A crystal of gallium phosphide is squeezed and stretched evenly in these calculations, and its two band gaps are read at each size. The volume is given per atom, and the shortest distance is the bond length between Ga and P. The band gap is the energy from the highest filled to the lowest empty electron state. The least direct gap is the smallest such step between two states with the same wave vector, which is the label for how an electron wave changes phase from cell to cell.

GaP (space group F-43m, 2-atom cell), computed with Ansatz 0.2.0 using density functional theory with the r2SCAN functional, scalar-relativistic and without spin polarization, with PAW and a plane-wave cutoff of 500 eV. Both gaps are Kohn–Sham gaps between states on the 8×8×8 k mesh, with Gaussian smearing of 0.02 eV.

| volume (Å³/atom) | shortest distance (Å) | band gap (eV) | least direct gap (eV) |
| --- | --- | --- | --- |
| 19.026 | 2.312 | 1.774 | 2.919 |
| 19.633 | 2.336 | 1.844 | 2.637 |
| 20.240 | 2.360 | 1.894 | 2.365 |
| 20.253 | 2.361 | 1.895 | 2.360 |
| 20.848 | 2.384 | 1.937 | 2.105 |
| 21.455 | 2.406 | 1.851 | 1.856 |

### 1. Which gap is larger in the unstrained crystal, and what does the difference mean?

The pressure vanishes at 20.25 Å³ per atom, so the row 20.253 stands for the unstrained crystal. There the least direct gap is 2.360 eV and the band gap 1.895 eV. The direct gap is larger because the lowest empty state has a different wave vector from the highest filled one.

Light carries almost no momentum, so it drives transitions between states of equal wave vector most readily. Across the smaller gap a lattice vibration must supply the difference. GaP is therefore an indirect semiconductor: it absorbs weakly just above its band gap and strongly only from the direct gap upwards.

Three wave vectors matter in what follows. At Γ the wave has the same phase in every cell; X and L lie on the boundary of the range of wave vectors, in two different directions. The highest filled state is at Γ in every row. A local minimum of the empty band is called a valley, and GaP has low valleys at Γ, at L and near X.

### 2. Why does the direct gap shrink when the crystal expands?

The direct gap falls in every step of the table, by 1.06 eV in total. The bands computed near zero pressure place this gap at Γ, and its smooth course fits the same pair of states throughout. The standard explanation lies in the bonds.

The empty state at Γ is built mainly from s orbitals, with opposite signs on Ga and P. It is antibonding towards all four neighbours at once, so short bonds push it up. The filled state at the top of the valence band is made of p orbitals in a bonding combination, which short bonds pull down. Stretching the bonds weakens both effects, and the two levels approach each other. This picture describes the distance between the levels, not their absolute heights. Measured from the mean electrostatic potential of each cell, both levels fall on expansion, and the empty one falls further.

### 3. How large is the effect, and can it be estimated by hand?

For a small strain, the gap changes in proportion to the relative change of volume. Adding up many small relative changes gives a logarithm:

E = E₀ + a ln(V/V₀)

Here E is the direct gap, V the volume per atom, V₀ its value at zero pressure and E₀ the gap there. The slope a is called a deformation potential. A least-squares fit to all six rows gives E₀ = 2.364 eV and a = −8.85 eV.

Take the largest cell as an example. The logarithm of 21.455/20.25 is 0.058, and multiplying by 8.85 eV gives a fall of 0.51 eV. The estimate is thus 1.85 eV, against 1.856 eV in the table. This row was part of the fit, so the agreement shows that one slope describes the whole range; it is not an independent prediction.

A straight line in the inverse square of the bond length, with a free constant, does about as well. That is the usual scaling for the coupling between orbitals on neighbouring atoms, and it agrees with the bonding picture. Since both forms fit to within 4 meV, the quality of a fit cannot decide where the slope comes from. For practical use, a bond longer by 1 % means a volume larger by 3 % and a direct gap smaller by roughly a quarter of an eV.

### 4. Why does the band gap rise at first, while the direct gap falls?

The band gap ends in another valley. In the two smallest cells the lowest sampled empty state is at X, and in the next three the minimum lies on the line from Γ to X. Part of this shift may come from the coarse sampling, which question 7 takes up. A straight line in ln V through these five rows has a slope of about +1.8 eV. That is a fifth of the slope of the direct gap, with the opposite sign.

Counting phases shows why the wave vector matters so much. At Γ the s orbitals of the four neighbours act on the central atom with the same phase, so their contributions add up to four. At L one of the four opposes the other three, which leaves two. At X two oppose two, and the s–s coupling cancels.

The cancellation is complete only at X itself, but even a little way from X the empty state is spared most of the antibonding push that moves the Γ valley. It still mixes s with p orbitals and responds to the bond length, but it keeps nearly in step with the valence top. The small rise that remains is a difference between two similar shifts. The count explains why this valley escapes the steep fall of the one at Γ. It does not fix the size or the sign of the small rise, which come from the full calculation.

### 5. Why does the band gap drop in the largest cell?

The lowest empty state is now at L. The drop from 1.937 to 1.851 eV comes from a change of valley, so no single valley need have turned round. If the line through the first five rows is continued to the largest cell, it gives 1.995 eV, well above the value found. That row was left out of the line because its gap belongs to L.

The table also sets a lower limit on how fast the L valley comes down. L was among the wave vectors sampled in every cell, so its gap at 20.848 was at least the tabulated 1.937 eV. It must then have fallen by at least 0.085 eV in the last step. This agrees with the count of phases, in which L keeps half of the s–s coupling that Γ has.

The practical consequence is to note the wave vector of the lowest empty state beside every computed band gap. A single slope through all six band gaps would average a rising valley with a falling one and describe neither.

### 6. What does this mean for a crystal under pressure?

Pressure reduces the volume, so the direct gap grows and the gap to X shrinks. The cells about 3 % either side of equilibrium give a bulk modulus, the resistance to compression, of 88 GPa. One gigapascal therefore removes about 1.1 % of the volume. Multiplied by 8.85 eV, this raises the direct gap by 0.10 eV.

The two smallest cells, both with their lowest sampled empty state at X, show a fall of only 0.02 eV per GPa in the band gap. Under pressure, then, the onset of strong absorption moves to higher energy while the weak indirect edge drifts slowly down. These figures hold for equal pressure from all sides. A film strained in its plane also has its valence top split, which needs a separate calculation.

The same reasoning helps when the element is changed. Replacing phosphorus by arsenic lengthens the bonds, which is part of the reason why GaAs has its lowest valley at Γ and is a direct semiconductor. Squeezing GaAs raises that valley towards the one near X, and enough pressure is known to make it indirect.

### 7. Which digits can be trusted?

The answer differs for the two gaps. Γ is one of the wave vectors sampled, so the direct gap does not suffer from a missed minimum. The valley near X has its lowest point about 85 % of the way from Γ to X, between two sampled wave vectors. A search along this line near zero pressure gives 1.84 eV, so the tabulated band gap there is 0.05 eV too high.

That error is as large as a typical step in the rise of the band gap. It also sets a trap: the refined gap at 20.240 agrees with the tabulated one at 19.633 to about 1 meV, so mixing the two kinds of value would make the rise between these cells disappear. Gaps should be compared only when they were found in the same way. The change of valley should survive the correction: if the straight line from question 4 still holds in the largest cell and the error is the same there, the valley near X still lies about 0.09 eV above L.

A finer search would not bring the gap to the measured one, because it lowers a computed gap that is already too small. The shortfall is put down mainly to the functional: r2SCAN, like other functionals of its kind, makes semiconductor gaps too small. Spin–orbit coupling and the zero-point motion of the atoms are left out, but they cannot explain the shortfall, since both would lower the computed gap further. The slopes are safer to use than the absolute gaps, because an error common to all cells drops out of them. The sampling error is known only near zero pressure, however, and may change with volume, so the small slope of the valley near X is less certain than that of the direct gap.

### 8. Would a little more expansion make GaP a direct semiconductor?

It probably would within this level of theory. In the largest cell the direct gap is only 5 meV above the band gap, so the valleys at Γ and L are practically level. By the count of phases Γ should keep falling faster than L, and it would then become the lowest valley on slight further expansion. The cell is already under a tension of about 4.5 GPa, equal in all directions, which is hard to apply to a real crystal.

The volume at which valleys cross is much less certain than the slopes. The direct gap meets the valley near X at 21.17 Å³ per atom with the tabulated gaps, and at 21.27 Å³ once that valley is lowered by the error of the sampling. Neither volume marks the change to a direct gap, because L is expected to lie below both valleys there. An error of 0.1 eV in the spacing of these two valleys would move their crossing by about 1 % in volume, because their slopes differ by 8.85 + 1.78 = 10.6 eV. At 6 % expansion the computed valleys at Γ and L are only 5 meV apart, far less than such an error, so the calculation cannot tell which of them would be lower in a real crystal.
